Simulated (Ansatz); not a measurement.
# Ti3Ga: the change of energy above lowest point and pressure with volume scale

All results are calculated (Ansatz 0.2.0). Free energy against uniform scaling of the volume at fixed shape and fractions; periodic cell, basis, potentials, k mesh and filling as listed.

The cell before it is scaled or strained (space group Fm-3m, No. 225):
```
CELL_PARAMETERS angstrom
0.00000 3.19770 3.19770
3.19770 0.00000 3.19770
3.19770 3.19770 0.00000
ATOMIC_POSITIONS crystal
Ti 0.75000 0.75000 0.75000
Ti 0.00000 0.00000 0.00000
Ti 0.25000 0.25000 0.25000
Ga 0.50000 0.50000 0.50000
```

Settings of every row: functional PBEsol; dispersion none; potentials PAW; wave cutoff 470 eV; density cutoff 1880 eV; k mesh 6x6x6; k shift 0x0x0; occupations fermi dirac; smearing width 0.1 eV; spin none.

Limits: coarse k mesh, up to 40 meV an atom off; the cell comes from a prototype or a list of computed structures and needn't be the stable phase.

```csv
row,volume scale,V (Å³/atom),energy above lowest point (meV/atom),pressure (GPa)
1,0.92,15.041,11.5,6
2,0.9467,15.477,0.7,2.03
3,0.9733,15.912,0,-1.43
4,1,16.349,8.1,-4.45
5,1.0267,16.785,23.8,-7.08
6,1.0533,17.22,46.3,-9.38
7,1.08,17.657,?,?
```

Question: what energy above lowest point and pressure should row 7 give?

Worked fit of energy above lowest point. Take u = (V_r/V)^(2/3) − 1 with V_r = 16.131 Å³ an atom, which is twice the finite (Eulerian) strain; such expansions in the strain, on which the Birch-Murnaghan equation of state is built, carry the rest volume and the bulk modulus. The shown rows have u = 0.04775, 0.02798, 0.00915, -0.00891, -0.02615, -0.04262. Least squares give energy above lowest point = 3.01 − 452.3 × u + 13201 × u² meV/atom; a straight line predicts inner rows, each left out in turn, worse (root mean square 10 against 0.051 meV/atom). The rows lie off it by 0.0, 0.0, 0.0, 0.0, -0.1, 0.0. Its lowest point lies at u = 0.0171, or V = 15.73 Å³ an atom, and the curvature there gives the bulk modulus at fixed shape and fractions, B = (4/9)(1 + u)² E″(u)/V = 124 GPa. The withheld row has u = -0.05848, so the fit gives 3.01 − 452.3 × (-0.05848) + 13201 × (-0.05848)² = 74.6 meV/atom.

The calculation gave 74.6 meV/atom. The fit meets it to the printed digit. This row lies beyond the range of the fit.

Worked fit of pressure. Take u = (V_r/V)^(2/3) − 1 with V_r = 16.131 Å³ an atom, which is twice the finite (Eulerian) strain; such expansions in the strain, on which the Birch-Murnaghan equation of state is built, carry the rest volume and the bulk modulus. The shown rows have u = 0.04775, 0.02798, 0.00915, -0.00891, -0.02615, -0.04262. Least squares give pressure = −2.993 + 167.23 × u + 424.2 × u² + 380 × u³ GPa; a parabola predicts inner rows, each left out in turn, worse (root mean square 0.012 against 0.0059 GPa). All shown rows lie on it to the printed digit. The pressure vanishes at u = 0.0171, or V = 15.72 Å³ an atom, and there the bulk modulus at fixed shape and fractions is B = −V dP/dV = (2/3)(1 + u) dP/du = 123 GPa. The withheld row has u = -0.05848, so the fit gives −2.993 + 167.23 × (-0.05848) + 424.2 × (-0.05848)² + 380 × (-0.05848)³ = -11.40 GPa.

The calculation gave -11.37 GPa. The fit lies 0.03 GPa (0.17 % of the column's range) below it; its largest miss of a shown row is 0.00 GPa. This row lies beyond the range of the fit.
